Cubic AlGa3N4 (8-atom cell, P-43m, a = 4.465 Å) under biaxial strain in the a-b plane, with c and the atoms relaxed; changes are relative to zero strain, and stress is positive in compression. Computed with Ansatz 0.2.0: plane-wave PAW, r2SCAN, scalar-relativistic, no spin polarisation, 500 eV cutoff, 6×6×6 k mesh, Gaussian smearing of 0.02 eV.

| strain (%) | energy change (meV/atom) | volume change (%) | c over a | stress xx (GPa) | stress zz (GPa) |
| --- | --- | --- | --- | --- | --- |
| -3 | 18.9 | -3.03 | 1.062 | 9.41 | 0.01 |
| -1.5 | 4.5 | -1.46 | 1.031 | 4.45 | 0.01 |
| 0 | 0.0 | 0.00 | 1.000 | 0.01 | 0.01 |
| 1.5 | 4.2 | 1.33 | 0.969 | -3.97 | 0.00 |
| 3 | 16.2 | 2.52 | 0.938 | -7.52 | 0.00 |

The strain is imposed on the two edges in the plane, a and b, while the third edge, c, is free to find its own length. Stress is counted positive in compression, and along c it has relaxed to practically zero in every row. This is the state of a film clamped to a substrate with a free upper surface. The crystal gives way along c, but only in part: at 3 % in-plane tension c shrinks by 3.4 %, and the volume still grows by 2.5 %. The opposite row, at 3 % compression, is not its mirror image, since it costs more energy, needs more stress and changes the volume more.

The bonds show how the crystal shares out the strain. Each nitrogen has four metal neighbours, and each bond points nearly along a body diagonal of a small box, with two components in the plane and one along c. When the plane is stretched, the bonds can lean over towards it, which costs bond angle, or they can lengthen. Rigid bonds could only lean, and c would then have to shrink by 6.3 % at 3 % tension. If the angles were rigid instead, c would have to grow along with a and b.

The table tells how the real crystal settles between these limits. At 3 % tension a has grown by the factor 1.03, and c has changed by the factor 0.938 × 1.03 = 0.966. The mean square bond length has therefore changed by the factor (2 × 1.03² + 0.966²)/3 = 1.018, and the bond length by its square root, an increase of about 0.9 %. The metal atoms are held on their sites by symmetry. Nitrogen may shift, but that lengthens some of its bonds and shortens others, so this average hardly feels it.

Less than a third of the imposed strain thus ends up in bond length, and the rest is taken up by leaning. Stretching a bond works against the strong attraction between metal and nitrogen, whereas bending the angle between two bonds is usually much easier. The free edge lets the crystal use the easier way, until the distorted angles push back as hard as the stretched bonds. A crystal with softer angles, for equally stiff bonds, would come closer to the rigid-bond limit, and its c would respond more strongly.

The same sum for 3 % compression gives bonds shorter by about 0.9 %, so bond length responds almost evenly to squeezing and stretching. The free edge does not, because it grows by 3.1 % on one side and shrinks by 3.4 % on the other. Given the nearly even change of the bonds, this unevenness is mostly geometry. The further a bond already leans towards the plane, the more height it loses for each further bit of width, just as a ladder sliding away from a wall drops faster and faster. Under tension c therefore takes back more of the volume gained in the plane than it returns under compression. Why the bond length itself changes so evenly is a matter of the balance of forces, which geometry alone does not settle.

The uneven stress has a different origin. At 3 % the in-plane stress is 9.4 GPa in compression but only 7.5 GPa in tension, although the bonds have changed by nearly the same amount. Standard bonding theory supplies the likely reason: the repulsion between overlapping electron shells rises steeply as atoms approach, while the attraction weakens as they part. The stiffness accordingly falls from each step to the next on the way from compression to tension. The energy follows suit, for the work done by this stress, summed over the strain, returns the 18.9 and 16.2 meV/atom of the two outer rows. That agreement shows that stress and energy are consistent, but it does not test the cause.

Shape, stress and energy all pass smoothly through zero strain, but the band gap of the same runs has a kink there. From zero to 3 % compression it rises by only about 0.11 eV, whereas from zero to 3 % tension it falls by about 0.36 eV. In the cubic crystal the three axes are equivalent, and the top of the valence band is normally a set of three states of equal energy. Either sign of strain singles out c and splits the set, so that one part always ends up above the average of the three and narrows the gap. This narrowing works against the widening that comes with a smaller volume, and adds to the loss that comes with a larger one. The band edges of the same runs place the kink where this picture expects it. From row to row down the table, the top of the valence band falls by 0.29, 0.26, 0.10 and 0.08 eV, with a clear break at zero strain. The bottom of the conduction band falls by 0.34, 0.31, 0.28 and 0.25 eV, with no break. The zero of these energies may shift with the cell, but a smooth shift cannot make a kink in one band alone. Which of the split states lies on top was not printed.

For a layer of this cubic crystal, the calculation thus says that tension from the substrate shifts the gap far more than equal compression does. The gaps themselves are computed ones, and a functional of this kind usually makes them too small. The values belong to an ordered cubic cell, while such nitrides normally grow in the hexagonal wurtzite form, whose band edges split differently. The calculation also kept the symmetry of each cell, so a distortion that breaks it would have gone unseen. The output below lists the bond changes, the stiffness and the gap row by row.

Output of the analysis:

```
Shape:
   row  c change in %  c change for rigid bonds in %  mean bond change in %  bond tilt from c in degrees  gap in eV
  -3.0          3.061                          5.745                -0.9385                        53.08      2.926
  -1.5          1.564                          2.934                -0.4682                         53.9      2.873
   0.0              0                              0                      0                        54.74      2.817
   1.5         -1.643                          -3.07                 0.4633                        55.58       2.63
   3.0         -3.365                         -6.288                 0.9229                        56.44      2.457
Steps from the row before:
   row  in-plane stiffness in GPa  c shrinkage per in-plane strain  gap step in eV
  -1.5                      330.7                           0.9979        -0.05342
   0.0                        296                            1.043        -0.05593
   1.5                      265.3                            1.095         -0.1865
   3.0                      236.7                            1.148         -0.1729
Work of the in-plane stress up to 3 % compression, meV/atom: 18.91
Work of the in-plane stress up to 3 % tension, meV/atom: 16.21
Energy at 3 % compression over energy at 3 % tension: 1.167
Energy growth from 1.5 to 3 % compression, factor: 4.2
Energy growth from 1.5 to 3 % tension, factor: 3.857
Volume change at 3 % compression if c were held, %: -5.91
Volume change at 3 % tension if c were held, %: 6.09
Mean of the 3 % pair less the zero row, volume change in %: -0.255
Mean of the 3 % pair less the zero row, c change in %: -0.1521
Mean of the 3 % pair less the zero row, bond change in %: -0.007782
Mean of the 3 % pair less the zero row, gap in eV: -0.125
Growth of that mean from 1.5 to 3 %, volume, factor: 3.923
Growth of that mean from 1.5 to 3 %, in-plane stress, factor: 4.065
Growth of that mean from 1.5 to 3 %, gap, factor: 1.915
```
